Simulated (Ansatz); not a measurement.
**From the elastic tensor of BAs to moduli and sound speeds**

All numbers below come from Ansatz 0.2.0, DFT LDA, scalar-relativistic, plane waves, PAW. Settings: 420 eV plane-wave cutoff, Γ-centred 10×10×10 mesh, fixed occupations. No spin polarisation.

Symmetry: F-43m, No. 216, cubic system. Conventional cell: a = 4.732 Å, b = 4.732 Å, c = 4.732 Å, α = 90.00°, β = 90.00°, γ = 90.00°. B (site symmetry -43m) is surrounded by 4 As at 2.05 Å. As (site symmetry -43m) has 4 B at 2.05 Å as nearest neighbours.

Relaxed-ion constants (GPa, on the Cartesian axes of the calculation):
```
289.7  75.8  75.8   0.0   0.0   0.0
 75.8 289.7  75.8   0.0   0.0   0.0
 75.8  75.8 289.7   0.0   0.0   0.0
  0.0   0.0   0.0 156.2   0.0   0.0
  0.0   0.0   0.0   0.0 156.2   0.0
  0.0   0.0   0.0   0.0   0.0 156.2
```

Density 5.374 g/cm³; 2 atoms in 26.49 Å³.

The values that follow are for a polycrystal of randomly turned grains, by Hill's mean where one number stands.

With S = C⁻¹: B_V = (C11+C22+C33+2(C12+C13+C23))/9, G_V = (C11+C22+C33−C12−C13−C23+3(C44+C55+C66))/15, 1/B_R = S11+S22+S33+2(S12+S13+S23), 15/G_R = 4(S11+S22+S33−S12−S13−S23)+3(S44+S55+S66); Hill is their mean. Then v_l = √((B+4G/3)/ρ), v_t = √(G/ρ), v_m = [(2/v_t³+1/v_l³)/3]^(−1/3) and Θ = (ħ/k_B)·v_m·(6π²n/V)^(1/3) for n atoms in the volume V; E = 9BG/(3B+G), ν = (3B−2G)/(2(3B+G)) and A^U = 5G_V/G_R + B_V/B_R − 6.

| Property | Result |
| --- | --- |
| Bulk modulus, Voigt / Reuss / Hill | 147.1 / 147.1 / 147.1 GPa |
| Shear modulus, Voigt / Reuss / Hill | 136.5 / 131.9 / 134.2 GPa |
| Young's modulus | 309 GPa |
| Poisson ratio | 0.150 |
| Pugh ratio B/G | 1.10 |
| Universal anisotropy index | 0.17 |
| Longitudinal and transverse sound speeds | 7789 and 4997 m/s |
| Debye temperature from the mean sound speed | 691 K |

Cost: 1 run of about 2.3 core-minutes, on Intel Xeon Processor @ 2.50GHz (Skylake/Cascade Lake) (shared hosts).

The tensor describes a stiff, strongly covalent solid whose resistance to shear nearly matches its resistance to compression. C44 is well above C12, and the Pugh ratio of 1.10 and Poisson ratio of 0.150 fit the same picture: directional sp³ bonds resist bond-angle changes as well as stretching. The small electronegativity difference between B and As keeps these bonds only weakly polar, and the compact boron 2p shell, with no p core beneath it, allows short, strong overlap.

The anisotropy is modest but has a clear sense. Because C44 exceeds half of C11 − C12, Young's modulus is largest along the ⟨111⟩ bond directions and smallest along ⟨100⟩, as is usual for tetrahedral semiconductors. The stiff framework keeps the sound speeds high despite the heavy arsenic. The constants also meet the cubic criteria for stability against small homogeneous strains. They do not by themselves account for the high thermal conductivity known for BAs, which also depends on the acoustic–optical phonon gap and on anharmonic scattering.
